**Hand rule for atomization errors of 1-chloropropane**

The table holds the error of the atomization energy at sixteen levels against frozen-core RCCSDT(Q) in the cc-pV(D+d)Z basis, computed with Ansatz 0.2.0. The program tests the rule $\Delta = S(1-w) - mC$, with $C$ from seven new electron pairs at a rough recalled 110 kJ/mol, $S$ the mean of seven functionals and $m$ read from the CISD and RCCSD rows. It also splits the wavefunction errors into the parts missed in molecule and atoms, compares exact-exchange slopes, and applies an $N$-pair model to the CISD loss. The rule has an rms misfit of 43 kJ/mol over all rows and 24 without RPA-PBE, its worst row. The split shows that the small RMP2 error and the order of the triples levels come from cancellation, and the r2SCAN slope predicts PBE0 as 248.4 against 244.2 kJ/mol.

Atomization energies of 1-chloropropane (C3H7Cl) from Ansatz 0.2.0, at each listed level less RCCSDT(Q), all in the cc-pV(D+d)Z basis at the MP2(full)/6-31G* geometry. The wavefunction levels correlate only electrons outside the noble-gas cores, and no zero-point or spin-orbit terms are included.

## Numerical check

```python
# Table: atomization-energy error (kJ/mol) of 16 levels against RCCSDT(Q) for 1-chloropropane,
# Ansatz 0.2.0, cc-pV(D+d)Z, frozen core. Tested: hand rule error = S(1-w) - m*C, an exact-exchange
# slope, a split into molecule and atoms, and an N-pair model of the CISD loss.
T = {
    'row_level': ['RHF', 'RMP2', 'CISD', 'RCCSD', 'RCCSD(T)', 'BCCD(T)', 'RCCSDT', 'PBE', 'r2SCAN', 'PBE0', 'B3LYP', 'r2SCANh', 'CAM-B3LYP', 'wB97M-V', 'B2PLYP', 'RPA-PBE'],
    'row_error': [-774.5, 30.7, -275.8, -36.3, -1.7, -1.2, -2.3, 286.1, 235.9, 244.2, 189.7, 220.8, 218.9, 266.2, 137.5, -146.4],  # kJ/mol
}
import numpy as np
from scipy.constants import e, N_A
kJ = e*N_A/1e3
E = dict(zip(T['row_level'], T['row_error']))
AE = 3851.7            # reference atomization energy from the row description
pairs, bonds = (3*2+7+1)//2, 10
c, gap = 110.0, 280.0  # rough recalled: H2 correlation; shortfall of reference vs enthalpy + zero point
ax = {'PBE':0,'r2SCAN':0,'PBE0':.25,'B3LYP':.20,'r2SCANh':.10,'CAM-B3LYP':.19,'wB97M-V':.15}  # (short-range) exact exchange, definitions
C = pairs*c
d = np.array([E[k] for k in ax]); S = d.mean()
m = {'RHF':1.0,'CISD':1/3,'RCCSD':0.05}
w = {k:(0.0 if k in ax else 0.27 if k == 'B2PLYP' else 1.0) for k in E}
rms = lambda x: float(np.sqrt(np.mean(np.square(x))))
print("Energies in kJ/mol unless marked; table rounding +-0.05")
print(f"RHF deficit {-E['RHF']:.1f} = {-100*E['RHF']/AE:.1f}% of AE; per new pair ({pairs}) {-E['RHF']/pairs:.1f}, per bond ({bonds}) {-E['RHF']/bonds:.1f}")
print(f"C = {pairs} x {c:.0f} = {C:.0f}; S = {S:.1f} ({S/pairs:.1f} per pair, {100*S/AE:.1f}% of AE), functionals {d.min():.1f} to {d.max():.1f}")
print("level        w     m    rule   table  table-rule")
R = {}
for k in E:
    p = S*(1-w[k]) - m.get(k, 0)*C; R[k] = E[k]-p
    tag = " (m read from this row)" if k in ('CISD','RCCSD') else ""
    print(f"{k:10s} {w[k]:4.2f} {m.get(k,0):5.2f} {p:7.1f} {E[k]:7.1f} {R[k]:7.1f}{tag}")
ws = sorted(R, key=lambda k: -abs(R[k]))[:3]
print(f"rms all {rms(list(R.values())):.1f}; without RPA-PBE {rms([R[k] for k in R if k!='RPA-PBE']):.1f}; 7 functionals {rms(d-S):.1f}; rms of errors themselves {rms(list(E.values())):.1f}")
print("worst: " + ", ".join(f"{k} {R[k]:.1f}" for k in ws))
# molecular correlation energies (eV, magnitude) typed from further outputs of the same runs
ref = 17.67209+0.029933
cor = {'RHF':0.0,'RMP2':3.691325+11.94402,'CISD':15720.8898-15706.3585,'RCCSD':17.17162,
       'RCCSD(T)':17.17162+0.4748,'BCCD(T)':17.15881+0.48891,'RCCSDT':17.67209}
dM = {k:(ref-v)*kJ for k, v in cor.items()}; dA = {k:E[k]+dM[k] for k in cor}
print("missed correlation: molecule (%), atoms (%), m from table, error if same fraction")
for k in cor:
    f = dM[k]/dM['RHF']
    print(f"{k:9s} {dM[k]:7.1f} ({100*f:5.2f}) {dA[k]:6.1f} ({100*dA[k]/dA['RHF']:5.2f}) {E[k]/E['RHF']:6.3f} {f*E['RHF']:7.1f}")
print(f"(T): molecule {dM['RCCSD']-dM['RCCSD(T)']:.1f}, atoms {dA['RCCSD']-dA['RCCSD(T)']:.1f}, AE {E['RCCSD(T)']-E['RCCSD']:.1f}")
k1 = (E['PBE0']-E['PBE'])/.25; k2 = (E['r2SCANh']-E['r2SCAN'])/.10
print(f"exchange shifts: PBE->PBE0 {E['PBE0']-E['PBE']:.1f} (slope {k1:.0f}), r2SCAN->r2SCANh {E['r2SCANh']-E['r2SCAN']:.1f} (slope {k2:.0f}+-1)")
print(f"PBE0 from r2SCAN slope: {E['PBE']+.25*k2:.1f} vs {E['PBE0']:.1f}; mixing 25% toward RHF row: {E['PBE']+.25*(E['RHF']-E['PBE']):.1f}")
g = list(ax)[:5]; y = np.array([E[k] for k in g]); x = np.array([ax[k] for k in g])
b, a = np.polyfit(x, y, 1)
print(f"one line, 5 global functionals: {a:.1f} + ({b:.0f})*a, rms {rms(y-a-b*x):.1f}; constant rms {rms(y-y.mean()):.1f}")
print("range-separated, not fitted (a varies with range): " + ", ".join(f"{k} off by {E[k]-a-b*ax[k]:+.1f}" for k in list(ax)[5:]))
print(f"CAM-B3LYP less B3LYP {E['CAM-B3LYP']-E['B3LYP']:+.1f}; B2PLYP/S {E['B2PLYP']/S:.2f} (rule 0.73)")
N, Ei, Ec = 13, cor['CISD'], cor['RCCSD']
D = (Ei**2-Ec**2/N)/(Ec-Ei)
ea = (dA['RHF']-dA['RCCSD'])/kJ/(3*2+3.5)
loss = lambda n: n*ea-(np.sqrt(D*D/4+n*(ea*ea+D*ea))-D/2)
print(f"CISD loss vs CCSD: molecule {(Ec-Ei)*kJ:.1f} (ratio {Ei/Ec:.3f}), atoms {dA['CISD']-dA['RCCSD']:.1f}, AE {E['CISD']-E['RCCSD']:.1f}")
print(f"pair model: gap {D:.0f} eV set on molecule (N=13); atoms' loss about {(3*loss(2)+loss(3.5))*kJ:.0f}")
print(f"functionals less rough recalled shortfall {gap:.0f}: " + ", ".join(f"{k} {E[k]-gap:+.0f}" for k in ax))
print(f"implied AE: B3LYP {AE+E['B3LYP']:.0f}, wB97M-V {AE+E['wB97M-V']:.0f}, PBE {AE+E['PBE']:.0f}")
assert E['RHF'] < E['CISD'] < E['RCCSD'] < 0 < E['RMP2'] and d.min() > 150
assert k1 < 0 and k2 < 0 and 0.8 < k2/k1 < 1.25
assert dA['RMP2'] > dM['RMP2'] and dM['CISD'] > 5*dA['CISD']
assert dM['RCCSDT'] < dM['RCCSD(T)'] and E['RCCSDT'] < E['RCCSD(T)']
```

Running it gives:

```
Energies in kJ/mol unless marked; table rounding +-0.05
RHF deficit 774.5 = 20.1% of AE; per new pair (7) 110.6, per bond (10) 77.5
C = 7 x 110 = 770; S = 237.4 (33.9 per pair, 6.2% of AE), functionals 189.7 to 286.1
level        w     m    rule   table  table-rule
RHF        1.00  1.00  -770.0  -774.5    -4.5
RMP2       1.00  0.00     0.0    30.7    30.7
CISD       1.00  0.33  -256.7  -275.8   -19.1 (m read from this row)
RCCSD      1.00  0.05   -38.5   -36.3     2.2 (m read from this row)
RCCSD(T)   1.00  0.00     0.0    -1.7    -1.7
BCCD(T)    1.00  0.00     0.0    -1.2    -1.2
RCCSDT     1.00  0.00     0.0    -2.3    -2.3
PBE        0.00  0.00   237.4   286.1    48.7
r2SCAN     0.00  0.00   237.4   235.9    -1.5
PBE0       0.00  0.00   237.4   244.2     6.8
B3LYP      0.00  0.00   237.4   189.7   -47.7
r2SCANh    0.00  0.00   237.4   220.8   -16.6
CAM-B3LYP  0.00  0.00   237.4   218.9   -18.5
wB97M-V    0.00  0.00   237.4   266.2    28.8
B2PLYP     0.27  0.00   173.3   137.5   -35.8
RPA-PBE    1.00  0.00     0.0  -146.4  -146.4
rms all 43.4; without RPA-PBE 24.2; 7 functionals 29.6; rms of errors themselves 264.5
worst: RPA-PBE -146.4, PBE 48.7, B3LYP -47.7
missed correlation: molecule (%), atoms (%), m from table, error if same fraction
RHF        1708.0 (100.00)  933.5 (100.00)  1.000  -774.5
RMP2        199.4 (11.67)  230.1 (24.65) -0.040   -90.4
CISD        305.9 (17.91)   30.1 ( 3.23)  0.356  -138.7
RCCSD        51.2 ( 3.00)   14.9 ( 1.59)  0.047   -23.2
RCCSD(T)      5.4 ( 0.31)    3.7 ( 0.39)  0.002    -2.4
BCCD(T)       5.2 ( 0.31)    4.0 ( 0.43)  0.002    -2.4
RCCSDT        2.9 ( 0.17)    0.6 ( 0.06)  0.003    -1.3
(T): molecule 45.8, atoms 11.2, AE 34.6
exchange shifts: PBE->PBE0 -41.9 (slope -168), r2SCAN->r2SCANh -15.1 (slope -151+-1)
PBE0 from r2SCAN slope: 248.4 vs 244.2; mixing 25% toward RHF row: 21.0
one line, 5 global functionals: 253.0 + (-161)*a, rms 26.8; constant rms 31.5
range-separated, not fitted (a varies with range): CAM-B3LYP off by -3.6, wB97M-V off by +37.3
CAM-B3LYP less B3LYP +29.2; B2PLYP/S 0.58 (rule 0.73)
CISD loss vs CCSD: molecule 254.8 (ratio 0.846), atoms 15.3, AE -239.5
pair model: gap 71 eV set on molecule (N=13); atoms' loss about 19
functionals less rough recalled shortfall 280: PBE +6, r2SCAN -44, PBE0 -36, B3LYP -90, r2SCANh -59, CAM-B3LYP -61, wB97M-V -14
implied AE: B3LYP 4041, wB97M-V 4118, PBE 4138
```
